Ansatz 0.2.0, scalar-relativistic PBE with PAW and plane waves to 420 eV, no spin polarisation or dispersion correction: unreconstructed slabs cut from the relaxed bulk, with 15 Å of vacuum, Gaussian smearing and a dipole correction. Surface energies are the mean of both faces, dipoles are per cell from bottom to top, and the space group is that of the bulk.

```
    system  top plane  planes  slab atoms  slab formula   k mesh  smearing width  space group  surface cell area (Å²)  surface energy unrelaxed (J/m^2)  surface energy relaxed (J/m^2)  work function top relaxed (eV)  dipole moment relaxed (e angstrom)
 PbS (100)        PbS       4           8           PbS    8x8x1         0.05 eV          225                   18.05                             0.249                           0.142                             n/a                               0.000
BiTe (100)       BiTe       4           8          BiTe    8x8x1          0.1 eV          225                   21.14                             0.215                           0.147                           3.976                               0.000
BiTe (110)       BiTe       5          10          BiTe    8x6x1          0.1 eV          225                   29.90                             0.330                           0.254                           4.154                               0.000
BiTe (111)         Te       6           6          BiTe    9x9x1          0.1 eV          225                   18.31                             0.493                           0.399                           4.379                              -0.035
HfO2 (111)          O      12          12          HfO2    9x9x1         0.05 eV          225                   11.25                             0.922                           0.869                             n/a                               0.000
  Pt (100)         Pt       6           6            Pt  12x12x1          0.1 eV          225                    7.88                             1.851                           1.834                           5.649                               0.000
 HfN (211)        HfN      11          22           HfN   11x5x1          0.1 eV          225                   25.33                             3.253                           2.343                           3.934                               0.000
  Ir (100)         Ir       6           6            Ir  13x13x1          0.1 eV          225                    7.49                             2.970                           2.859                           5.548                               0.000
  Ir (110)         Ir       8           8            Ir   13x9x1          0.1 eV          225                   10.59                             3.084                           2.872                           4.857                               0.000
HfO2 (100)         Hf       8          12          HfO2    7x7x1         0.05 eV          225                   12.99                             6.247                           4.957                           4.862                               0.286
```

The same crystal, HfO₂, has one of the cheaper faces in this table and by far the dearest. It is modelled here in the cubic fluorite form, not in its stable monoclinic form. Its relaxed surface energy is 0.87 J/m² for (111) and 4.96 J/m² for (100). Three causes suggest themselves: the number of bonds cut, the strength of those bonds, and the electric charge that the cut leaves on the two faces. All three matter somewhere in the table, but the HfO₂ contrast points to the third.

**Counting bonds**

Cutting a crystal breaks bonds, and each cut makes two faces. The simplest estimate is therefore

surface energy = ½ × cut bonds per area × energy per bond.

Without HfO₂ (100), the bond density alone puts the nine remaining faces almost in order of their unrelaxed energies: only HfN (211) is out of place, being dearer than its count suggests. That makes it tempting to stop here.

Platinum and iridium show why one should not. Their (100) faces have the same structure and nearly the same density of cut bonds, yet the relaxed energy is 1.83 J/m² for Pt and 2.86 J/m² for Ir. The bonds themselves must differ in price. A well-supported cause is that Pt has one more electron, which goes into antibonding d states and weakens the bonding. The size of the contrast is less certain than its direction, because spin–orbit coupling is absent and the known reconstructions of these faces are left out.

**Giving each crystal its own bond price**

The next step is to take the energy per bond from one face of a crystal and carry it to the other faces. Unrelaxed energies suit this test, since the count ignores any movement of atoms. For Ir (110) the estimate from Ir (100) is good to about 2% of the computed value, though this is a mild test because the two faces have nearly the same bond density. For BiTe it gives the right order of the three faces, but (111) comes out too low by about a quarter of its computed energy.

For HfO₂ the rule breaks down. The (111) face, which sets the price, cuts two Hf–O bonds per 11.25 Å², and (100) cuts four per 12.99 Å². That is 1.73 times as many per area, so 0.922 J/m² should become 1.6 J/m². The calculation gives 6.2 J/m².

Relaxation doesn't repair this. It lowers HfO₂ (100) by 1.3 J/m², yet the face still costs more than five times as much as (111).

**What the charge does**

The top-plane column shows only half of the problem: this (100) slab has hafnium on top and oxygen underneath. In the ionic picture it is a stack of planes charged +4 and −4 per cell, and every pair of planes adds to the voltage across the slab. To stop that growth in a thick slab, about half the charge of each outer plane must be cancelled. If the atoms stay in place, roughly two electrons per cell must go from the oxygen face to the hafnium face, across the band gap.

The price can be estimated from the bulk gap of 3.75 eV in the same calculation. PBE usually makes gaps too small, so this value suits a comparison with the PBE surface energy, not a prediction for a real crystal. Two electrons cost 7.5 eV per cell, shared by two faces of 12.99 Å² each. That is 0.29 eV/Å², or about 5 J/m², since 1 eV/Å² is 16 J/m². The estimate leaves out surface states and the remaining field, so only its order of magnitude counts, but that is the size of the missing energy.

The state of the slab fits this picture. HfO₂ (100) has become metallic, and its work function, the energy needed to take an electron out, is 4.9 eV on the hafnium face and 8.9 eV on the oxygen face. The (111) slab ends in oxygen on both sides and keeps its gap. Its work function is left blank because the Fermi level has no fixed place inside a gap.

BiTe (111) also has unlike faces, tellurium and bismuth, but here their work functions differ by only 0.35 eV. BiTe is a metal in the rocksalt form assumed for it, so charge can move without crossing a gap. Its planes should also carry far less charge than those of HfO₂, because bismuth and tellurium attract electrons almost equally. An insulating rocksalt crystal such as MgO behaves differently: its (100) face is stable, while the bare (111) face is polar and costly.

One doubt remains. A hafnium atom on the (100) face has lost four of its eight oxygen neighbours, against one of eight on (111), and the last bonds may cost more than the first. No charge-compensated (100) slab is present to separate this from polarity.

**What to do about it**

Use bond counting for a first guess at the order of the faces within one crystal, not for comparing materials. Before trusting a surface energy, check whether both faces are alike and whether an insulator has turned metallic. The value for HfO₂ (100) is the mean of two unlike, unreconstructed faces and shouldn't be used to predict a crystal's shape. A better starting model moves half of the outer oxygen atoms to the hafnium side, which makes the faces alike and removes the need to transfer electrons.

The printed analysis below gives the cut bonds per area for every face and the comparisons between faces. PbS, Pt and HfN have only one face each and serve as their own reference, so their perfect agreement there tests nothing.

Numerical output:

```
Cut bonds and their cost:
         row  cut bonds per Å²  unrelaxed eV per cut bond  relaxation gain J/m²  gain in percent  change with denser bulk mesh J/m²
   PbS (100)            0.1108                     0.2805                 0.107            42.97                                  0
  BiTe (100)           0.09461                     0.2837                 0.068            31.63                          -0.006973
  BiTe (110)            0.1338                     0.3079                 0.076            23.03                            0.01139
  BiTe (111)            0.1638                     0.3756                 0.094            19.07                            0.01076
  HfO2 (111)            0.1778                     0.6474                 0.053            5.748                                  0
    Pt (100)            0.5076                     0.4552                 0.017           0.9184                           -0.02379
   HfN (211)            0.3158                      1.286                  0.91            27.97                            0.01287
    Ir (100)             0.534                     0.6942                 0.111            3.737                            0.01155
    Ir (110)            0.5666                     0.6795                 0.212            6.874                            0.01452
  HfO2 (100)            0.3079                      2.532                  1.29            20.65                                  0
Ratios to the reference face of the same crystal:
         row  bond density ratio  unrelaxed energy ratio  relaxed energy ratio  bond-count prediction J/m²  computed less predicted J/m²
   PbS (100)                   1                       1                     1                       0.249                             0
  BiTe (100)                   1                       1                     1                       0.215                             0
  BiTe (110)               1.414                   1.535                 1.728                       0.304                       0.02598
  BiTe (111)               1.732                   2.293                 2.714                      0.3723                        0.1207
  HfO2 (111)                   1                       1                     1                       0.922                             0
    Pt (100)                   1                       1                     1                       1.851                             0
   HfN (211)                   1                       1                     1                       3.253                    -4.441e-16
    Ir (100)                   1                       1                     1                        2.97                             0
    Ir (110)               1.061                   1.038                 1.005                       3.151                      -0.06689
  HfO2 (100)               1.732                   6.775                 5.704                       1.597                          4.65
rank correlation of bond density and unrelaxed energy, without HfO2 (100): 0.9
largest over smallest energy per cut bond, without HfO2 (100): 4.583
Ir (100) over Pt (100), bond density: 1.052
Ir (100) over Pt (100), unrelaxed surface energy: 1.605
Ir (100) over Pt (100), relaxed surface energy: 1.559
Ir (110) less Ir (100), relaxed, J/m²: 0.013
HfO2 (100) over (111), energy per cut bond: 3.912
rough cost of moving two electrons per cell across the gap, HfO2 (100), J/m² per face: 4.62
dipole of HfO2 (100) if planes kept formal charges of 4 e, e Å: 20.39
work function of bottom less top face, HfO2 (100), eV: 3.989
work function of top less bottom face, BiTe (111), eV: 0.351
```
